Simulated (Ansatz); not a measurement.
# Nb: free energy error per atom against smearing width

Results calculated with Ansatz 0.2.0, not measured. Plane-wave density functional theory, scalar-relativistic PAW datasets made under PBE, Gamma-centred meshes; one setting moves on a fixed relaxed cell, energies count from the zero-width extrapolation of the reference run, pressure is Pulay-corrected at fixed cutoff and positive in compression.

Structure of every row (space group Im-3m, No. 229):
```
cell vectors (Å)
  -1.6548     1.6548     1.6548
   1.6548    -1.6548     1.6548
   1.6548     1.6548    -1.6548
atoms (fractions of the cell vectors)
Nb  0.00000  0.00000  0.00000
```

Settings of every row: spin polarised no; functional PBE; wave cutoff 420 eV; k mesh 13x13x13; smearing method gaussian; reference k mesh 13x13x13; reference smearing width 0.1 eV; reference wave cutoff 420 eV; reference smearing method fermi_dirac; swept setting smearing; valence electrons per atom 13.

Atom starting moment: 0 on all atoms.

Limits: settings are moved on purpose, so some rows are far from converged.

```
row  smearing width (eV)  free energy error per atom (meV)  zero smearing energy error per atom (meV)  pressure (GPa)
  1                 0.01                             -1.64                                      -1.57           -0.41
  2                 0.03                             -1.95                                      -1.66           -0.47
  3                  0.1                                 ?                                          ?               ?
  4                  0.2                            -13.72                                       0.19           -0.19
  5                  0.3                            -31.38                                        0.3            0.14
```

Question: what free energy error per atom should row 3 give?

Worked fit of free energy error per atom. Smearing changes a smooth quantity, to lowest order, with the square of the width, so take w² in eV². The shown rows have w² = 0.0001, 0.0009, 0.04, 0.09. Their means are 0.03275 and -12.172 meV; the sums about the means are S_tt = 0.005411 and S_ty = -1.78, whose ratio is the slope. Least squares give free energy error per atom = −1.396 − 329.05 × w² meV. The rows lie off it by -0.21, -0.26, 0.84, -0.37 (root mean square 0.49 meV). The constant, -1.396 meV, estimates the value at zero width. The withheld row has w² = 0.01, so the fit gives −1.396 − 329.05 × (0.01) = -4.69 meV.

The calculation gave -4.19 meV. The fit lies 0.50 meV (12 % of the value, 1.7 % of the column's range) below it; its largest miss of a shown row is 0.84 meV.

The other values of row 3: zero smearing energy error per atom -1.59 meV; pressure -0.46 GPa.
